**1. Conventions and the result.** A lateral GaAs dot holds one electron (state 1, exit rate $k_1$) or none (state 2, exit rate $k_2$), and the current through a nearby point contact shows which. Let $p$ be the fraction of a window $t$ spent in state 1, $K=k_1+k_2$, and $\langle e^{stp}\rangle\asymp e^{t\lambda(s)}$ at long times, with $s$ a rate. Then $\lambda$ is the largest eigenvalue of the tilted generator $\begin{pmatrix}s-k_1&k_2\\k_1&-k_2\end{pmatrix}$,

$$\lambda_0(s)=\tfrac12\Big[s-k_1-k_2+\sqrt{(s-k_1+k_2)^2+4k_1k_2}\Big].$$

The density of $p$ falls as $e^{-tI(p)}$ with $I(p)=\max_s[sp-\lambda(s)]$ (Gärtner–Ellis), which gives

$$I_0(p)=\big(\sqrt{k_1p}-\sqrt{k_2(1-p)}\big)^2,\qquad \bar p=\frac{k_2}{K},\qquad t\,\mathrm{Var}(p)\to\lambda_0''(0)=\frac{2k_1k_2}{K^3}.$$

The subscript 0 marks this telegraph result.

**2. The assumption hidden in the matrix.** A $2\times2$ matrix of constant rates says that the chance to leave a state does not depend on how long the system has been there, so that each dwell time is exponential. The matrix form conceals the step. It shows once the generating function is built dwell by dwell. Let successive dwells be independent, with densities $\psi_i(\tau)$, Laplace transforms $\hat\psi_i(z)=\int_0^\infty\psi_i e^{-z\tau}d\tau$, and survival transforms $\hat\Phi_i(z)=[1-\hat\psi_i(z)]/z$. Take the Laplace transform of $\langle e^{stp}\rangle$ in $t$ with variable $\lambda$. Time in state 1 carries the weight $e^{-(\lambda-s)\tau}$ and time in state 2 the weight $e^{-\lambda\tau}$. For a record that starts on entry into state 1, the completed cycles sum to a geometric series:

$$\hat G(\lambda,s)=\frac{\hat\Phi_1(\lambda-s)+\hat\psi_1(\lambda-s)\hat\Phi_2(\lambda)}{1-\hat\psi_1(\lambda-s)\hat\psi_2(\lambda)} .$$

The growth rate is the rightmost pole,

$$\hat\psi_1(\lambda-s)\,\hat\psi_2(\lambda)=1 .$$

For exponentials and their finite mixtures the product falls monotonically from $+\infty$ to 0 as $\lambda$ rises from the edge of convergence, so this root is unique. The assumption enters at one place only, the substitution $\hat\psi_i(z)=k_i/(k_i+z)$, which turns the pole condition into the quadratic $(\lambda-s+k_1)(\lambda+k_2)=k_1k_2$, whose larger root is $\lambda_0$.

**3. The Legendre step that is usually skipped.** Put $u=k_1+\lambda-s$ and $v=k_2+\lambda$, so $uv=k_1k_2$. Differentiating $\ln u+\ln v$ with respect to $s$, with $p=\lambda'(s)$, gives $(1-p)/u=p/v$. Hence

$$u=\sqrt{k_1k_2\,\frac{1-p}{p}},\qquad v=\sqrt{k_1k_2\,\frac{p}{1-p}} .$$

With $s=v-u+k_1-k_2$ and $\lambda=v-k_2$ one finds $sp-\lambda=pk_1+(1-p)k_2-pu-(1-p)v$, and $pu=(1-p)v=\sqrt{k_1k_2p(1-p)}$ completes the square in $I_0$. The quantities $u$ and $v$ are the exit rates of the biased process that makes $p$ typical. They return in note 7.

**4. The variance without the assumption.** Let $\mu_i$ and $\sigma_i^2$ be the mean and variance of the dwell in state $i$, so $\ln\hat\psi_i(z)=-\mu_iz+\tfrac12\sigma_i^2z^2+\dots$. Insert $\lambda=\bar ps+\tfrac12Ds^2$ into the logarithm of the pole condition. Order $s$ gives $\bar p=\mu_1/(\mu_1+\mu_2)$. Order $s^2$ gives $(\mu_1+\mu_2)D=\sigma_1^2(1-\bar p)^2+\sigma_2^2\bar p^2$, that is

$$t\,\mathrm{Var}(p)\to D=\frac{\mu_2^2\sigma_1^2+\mu_1^2\sigma_2^2}{(\mu_1+\mu_2)^3}.$$

The mean occupation knows only the mean dwells and cannot test the assumption. The variance uses it as $\sigma_i=\mu_i=1/k_i$. From here on $k_1\equiv1/\mu_1$ by definition, which is the rate an experimenter obtains by averaging occupied dwells.

**5. Why the dot is exposed.** "Occupied" is two states. In an in-plane field $B$ the lowest orbital splits into levels $\varepsilon_\pm=\varepsilon\pm\Delta/2$, counted from the chemical potential of the reservoir, with $\Delta=|g|\mu_BB$. The point contact senses charge and cannot tell them apart. For sequential tunnelling to one reservoir at temperature $T$ through a barrier of rate $\Gamma$, taken equal for both levels until note 9, the entry rates are $a_\pm=\Gamma f_\pm$ and the exit rates $b_\pm=\Gamma(1-f_\pm)$, with $f_\pm=1/(1+e^{\varepsilon_\pm/k_BT})$. The empty dot has no internal label, so its dwell is exponential with $k_2=a_++a_-$, and each visit to it erases the past. The independence used in note 2 therefore survives. If the spin does not flip during a dwell, the occupied dwell is a mixture,

$$\psi_1(\tau)=\sum_\pm w_\pm b_\pm e^{-b_\pm\tau},\qquad w_\pm=a_\pm/k_2 .$$

An electron that has stayed long is more likely in the slowly emptying lower level, and this is the memory. At $\Delta=0$ the two exit rates coincide and the telegraph result is exact, with $k_2=2\Gamma f$ and $k_1=\Gamma(1-f)$. Degeneracy alone does no harm; unequal exit rates do.

**6. The correction to the variance is exact and closed.** With $\tau_\pm=1/b_\pm$, the mixture has $\mu_1=\sum w\tau$ and second moment $2\sum w\tau^2$. Define the relative spread of the two lifetimes,

$$\eta=\frac{\sum w\tau^2-\mu_1^2}{\mu_1^2}=\frac{w_+w_-(\tau_--\tau_+)^2}{\mu_1^2}.$$

Then $\sigma_1^2=\mu_1^2(1+2\eta)$, and note 4 with $\sigma_2=\mu_2$ yields

$$t\,\mathrm{Var}(p)\to\frac{2k_1k_2}{K^3}\,(1+\eta).$$

The sign is fixed: hidden levels without flips can only add variance. Now put $\delta=\Delta/k_BT$, $y_\pm=e^{-\varepsilon_\pm/k_BT}$ and $Y=y_++y_-$. Then $f_\pm=y_\pm/(1+y_\pm)$, $\tau_\pm=(1+y_\pm)/\Gamma$ and $a_\pm\tau_\pm=y_\pm$, so $\mu_1=Y/k_2$ and $\bar p=Y/(1+Y)$, the Gibbs value. The factors of $k_2$ cancel in $\eta$, and $(y_--y_+)/Y=\tanh(\delta/2)$:

$$\eta=f_+f_-\tanh^2(\delta/2).$$

The gate is tuned to a chosen $\bar p$, so it helps to eliminate $\varepsilon$. Since $y_+y_-=Y^2/4C$ with $C=\cosh^2(\delta/2)$, and $f_+f_-=y_+y_-/(1+Y+y_+y_-)$,

$$\eta=\frac{C-1}{C\,(1+AC)},\qquad A=\frac{4(1-\bar p)}{\bar p^2}.$$

For small $\delta$, $\eta\simeq[\bar p/(2-\bar p)]^2\delta^2/4$, which is $\delta^2/36$ at $\bar p=\tfrac12$. The correction is quadratic in the field because the linear shift of the lifetimes is absorbed in $k_1$. For $AC\gg1$ and large $\delta$, $\eta\simeq\bar p^2e^{-\delta}/(1-\bar p)$: the upper level is no longer entered and two states suffice again. Setting $d\eta/dC=0$ gives $AC^2-2AC-1=0$. With $q=\sqrt{1-\bar p}$ the solution is

$$C^*=\frac{(1+q)^2}{2q},\qquad \eta_{\max}=\Big(\frac{1-q}{1+q}\Big)^2 .$$

This bound depends on neither $g$, $T$ nor $\Gamma$; they only set the field at which it is reached.

**7. The first correction to $\lambda$ and $I$.** Write $\hat\psi_1(z)=\sum w/(1+z\tau)$ and expand each term about $\tau=\mu_1=1/k_1$. The linear term vanishes by the definition of $k_1$:

$$\hat\psi_1(z)=\frac{k_1}{k_1+z}\big[1+\eta\,\zeta^2-\kappa\,\zeta^3+\dots\big],\qquad \zeta=\frac{z}{k_1+z},$$

where $\kappa=w_+w_-(w_+-w_-)(\tau_--\tau_+)^3/\mu_1^3$ is the relative third central moment of the lifetimes, negative here because the long-lived level has the larger weight. For small $\delta$, $\kappa$ is of order $\delta^4$. The logarithm of the pole condition gains the term $\eta\zeta^2$, and its unperturbed part has $\lambda$-derivative $-(1/u+1/v)=-1/(pu)$ by note 3. With $z=u-k_1$,

$$\delta\lambda=\eta\,p\,\frac{(u-k_1)^2}{u}.$$

Because $sp-\lambda(s)$ is stationary in $s$, the shift of the maximiser does not matter at this order, and $\delta I(p)=-\delta\lambda$ at the unperturbed $s$. The identity $p(u-k_1)^2=k_1I_0(p)$ then gives

$$I(p)\simeq I_0(p)\,[1-\eta\,r],\qquad r=\frac{k_1}{u}=\sqrt{\frac{k_1p}{k_2(1-p)}} .$$

Since $\zeta=1-r$, keeping the $\kappa$ term replaces $\eta$ by $\eta-\kappa(1-r)$. Three remarks belong beside this formula.

At $p=\bar p$, $r=1$ and the curvature drops by the factor $1-\eta$, the first order of the exact $1/(1+\eta)$ of note 6.

At $p=0$ nothing changes, $I(0)=k_2$, because a record that stays empty never samples $\psi_1$. The correction is lopsided and grows toward the occupied side.

The expansion parameter is $\sqrt\eta\,|1-r|$, so the series fails when $1-p\lesssim\eta k_1/k_2$. The divergence of $r$ at $p\to1$ is an artefact. As $s\to\infty$ the root approaches the nearest pole of $\hat\psi_1$, $\lambda\to s-b_-$, and $I(1)=b_-$ exactly: the cheapest way to stay occupied is to sit in the lower level. From $\tau_-=\mu_1(1+\sqrt{\eta w_+/w_-})$ this is a change of order $\sqrt\eta$, which no power series in $\eta$ contains.

The exact rate function is available parametrically in $z>-b_-$: $\lambda=\sum a_\pm b_\pm/(b_\pm+z)-k_2$, $s=\lambda-z$, and $p/(1-p)=\sum a_\pm b_\pm/(b_\pm+z)^2$.

**8. How large it is.** Take as typical inputs $|g|\approx0.44$ (the approximate bulk GaAs magnitude; dots often lie somewhat lower), an electron temperature of 100 mK and $\Gamma=1000\ \mathrm{s^{-1}}$. Then $|g|\mu_B=25.5\ \mu$eV/T, $k_BT=8.62\ \mu$eV and $\delta=2.96\,B/\mathrm{T}$. The ratio $\hbar\Gamma/k_BT=7.6\times10^{-8}$ makes level broadening and higher-order tunnelling irrelevant. A different $g$ or $T$ only rescales the field column.

| $B$ (T) | $\delta$ | $\eta$, $\bar p=0.5$ | $\eta$, $\bar p=0.9$ |
|---|---|---|---|
| 0.1 | 0.30 | 0.0023 | 0.014 |
| 0.3 | 0.89 | 0.016 | 0.11 |
| 0.6 | 1.77 | 0.029 | 0.25 |
| 1.0 | 2.96 | 0.019 | 0.22 |
| 2.0 | 5.91 | 0.0013 | 0.021 |

The quadratic formula gives 0.0024 and 0.015 at 0.1 T. The maxima are $\eta_{\max}=17-12\sqrt2=0.029$ at $\delta=1.80$ (0.61 T) for $\bar p=0.5$, and 0.27 at $\delta=2.18$ (0.74 T) for $\bar p=0.9$. With no applied field the random nuclear (Overhauser) field, typically a few mT, still splits the level; 5 mT gives $\eta=6.1\times10^{-6}$ at $\bar p=0.5$. At zero field the assumption is therefore safe. At the symmetric point it costs at most 3% in the variance, and for a mostly occupied dot near $\Delta\approx2k_BT$ a quarter, or 12% in the standard deviation at 0.6 T.

In detail, for $B=0.6$ T and $\bar p=0.5$ (numbers carried unrounded): $\Delta=15.3\ \mu$eV, $\varepsilon=9.0\ \mu$eV, $y_-=0.855$, $y_+=0.145$, $f_-=0.461$, $f_+=0.127$. The rates are $b_-=539$, $b_+=873$ and $k_1=k_2=588\ \mathrm{s^{-1}}$, with weights $w_-=0.784$, $w_+=0.216$, and $\kappa=-0.0070$. The telegraph value $t\,\mathrm{Var}(p)=1/4k_1=0.425$ ms becomes 0.438 ms, an excess of 12.5 µs, and the standard deviation over 1 s windows goes from 0.0206 to 0.0209. In the tails $I_0(0.2)=I_0(0.8)=117.5\ \mathrm{s^{-1}}$, and the reduction of $I$ below $I_0$ is

| $p$ | $r$ | order $\eta$ | with $\kappa$ | exact |
|---|---|---|---|---|
| 0.2 | 0.5 | 1.5% | 1.6% | 1.7% |
| 0.8 | 2 | 5.9% | 4.5% | 4.3% |

At this field $\delta$ is not small and the weights are far from equal, so the first-order term has the right sign and size but overshoots at $p=0.8$, and the skewness term must be kept for two figures. The symmetry $p\leftrightarrow1-p$ that $k_1=k_2$ would imply is broken. The exact $I(0.8)=112.4\ \mathrm{s^{-1}}$ lies $5.1\ \mathrm{s^{-1}}$ below $I_0$, which over a 0.1 s window raises the exponential factor by 1.7, prefactors aside, on an event with $tI_0=11.8$. At the edge, $I(1)=b_-$ is 8.3% below $k_1$, well above $\eta$ and in line with $\sqrt{\eta}=0.17$ scaled by $\sqrt{w_+/w_-}=0.52$.

**9. Unequal barriers rival the Zeeman term.** Nothing guarantees the same tunnel rate for both levels. Let $\Gamma_\pm=\Gamma(1\pm\chi)$. The relation $a_\pm\tau_\pm=y_\pm$ is untouched, so $\eta=a_+a_-(\tau_--\tau_+)^2/Y^2$ with $\tau_\pm=(1+y_\pm)/\Gamma_\pm$, and exactly

$$\eta=\frac{f_+f_-}{1-\chi^2}\Big[\tanh\frac\delta2+\chi\,\frac{2+Y}{Y}\Big]^2 .$$

The asymmetry adds to the amplitude, before squaring. In the example $\tanh(\delta/2)=0.710$ and $(2+Y)/Y=3$, so an illustrative $\chi=+0.1$ gives $\eta=0.060$, $\chi=-0.1$ gives 0.0099, and $\chi=-0.24$ equalises the exit rates and restores the telegraph result. The table of note 8, and the bound $\eta_{\max}$, hold for $\chi=0$. A 10% asymmetry moves the entry at 0.6 T and $\bar p=0.5$ by a factor of two to three, so for a given device $\eta$ should be computed from its own four rates.

**10. Spin relaxation erases the memory.** Let the spin flip inside the dot at rates $W_\downarrow=\pi_-/T_1$ (upper to lower) and $W_\uparrow=\pi_+/T_1$, with $\pi_\pm=y_\pm/Y$, which assumes a spin bath at the reservoir temperature. Detailed balance keeps $\bar p$, $\mu_1$ and the mean time $y_\pm/k_2$ spent in each level per dwell. The mean remaining dwell $\theta_\pm$ from level $\pm$ solves $(b_++W_\downarrow)\theta_+-W_\downarrow\theta_-=1$ and $(b_-+W_\uparrow)\theta_--W_\uparrow\theta_+=1$, so

$$\theta_--\theta_+=\frac{b_+-b_-}{b_+b_-+b_+W_\uparrow+b_-W_\downarrow}.$$

Half the second moment of the dwell is the time spent in each level times the mean remaining dwell, $\mu_1\sum\pi\theta$, while $\mu_1=\sum w\theta$. Defining $\eta$ by $\sigma_1^2=\mu_1^2(1+2\eta)$ gives $\eta=(\pi_--w_-)(\theta_--\theta_+)/\mu_1$, in which only the last difference depends on the flips:

$$\eta(T_1)=\frac{\eta(\infty)}{1+W_\uparrow/b_-+W_\downarrow/b_+}.$$

In the example the denominator is $1+1.25\ \mathrm{ms}/T_1$. A $T_1$ of about 1 s, a typical order for such dots near 1 T, lowers $\eta$ by 0.12% of itself; $T_1=10$ ms would lower it by 11%. Relaxation is negligible at this $\Gamma$, and it restores the exponential dwell only when $\Gamma T_1\lesssim1$.

**11. The window is finite.** The stationary telegraph signal has autocovariance $\bar p(1-\bar p)e^{-K|\tau|}$, and $\mathrm{Var}(p)=(2/t^2)\int_0^t(t-\tau)\,\bar p(1-\bar p)e^{-K\tau}d\tau$ gives

$$\mathrm{Var}(p)=\frac{2k_1k_2}{K^3t}\Big[1-\frac{1-e^{-Kt}}{Kt}\Big].$$

This term has the opposite sign to $\eta$. With $K=1175\ \mathrm{s^{-1}}$ it is 0.85% at $t=0.1$ s and cancels $\eta=0.029$ near $t=1/K\eta=29$ ms. It is known and can be divided out, to leading order with the telegraph form above. For nearly Gaussian $p$ the relative statistical error of a variance from $N$ windows is $\sqrt{2/N}$, so 1% needs $N=2\times10^4$, or 2000 s of 0.1 s windows, during which the gate potential must not drift.

**12. The detector biases the comparison.** If $p$ is taken from the mean point-contact current, a linear filter of unit dc gain leaves the long-time variance alone, and white current noise of one-sided density $S_I$ adds $S_I/(2\Delta I^2)$ to $t\,\mathrm{Var}(p)$, where $\Delta I$ is the step between the two charge states. Approximate values $\sqrt{S_I}=0.5$ pA/$\sqrt{\mathrm{Hz}}$ and $\Delta I=0.3$ nA give 1.4 µs, against the 12.5 µs sought; low-frequency noise is not included in this figure. If the trace is thresholded, dwells shorter than a dead time $\tau_d$ are lost. They carry time of order $\tau_d^2$, so $p$ and its variance are unchanged at first order. But each lost dwell removes one cycle from the count, a fraction $[\psi_1(0)+k_2]\tau_d$ of all cycles. The telegraph prediction can be written $2\bar p^2(1-\bar p)^2(\mu_1+\mu_2)$, so it is overestimated by that fraction and the apparent $1+\eta$ is lowered by it. With $\psi_1(0)=\sum wb=611\ \mathrm{s^{-1}}$ and a typical $\tau_d\approx10\ \mu$s the fraction is 0.012, not far below $\eta=0.029$. It scales with $\Gamma\tau_d$, whereas $\eta$ does not depend on $\Gamma$ as long as $\Gamma T_1\gg1$, so the spin correction is isolated in the range $1/T_1\ll\Gamma\ll\eta/\tau_d$.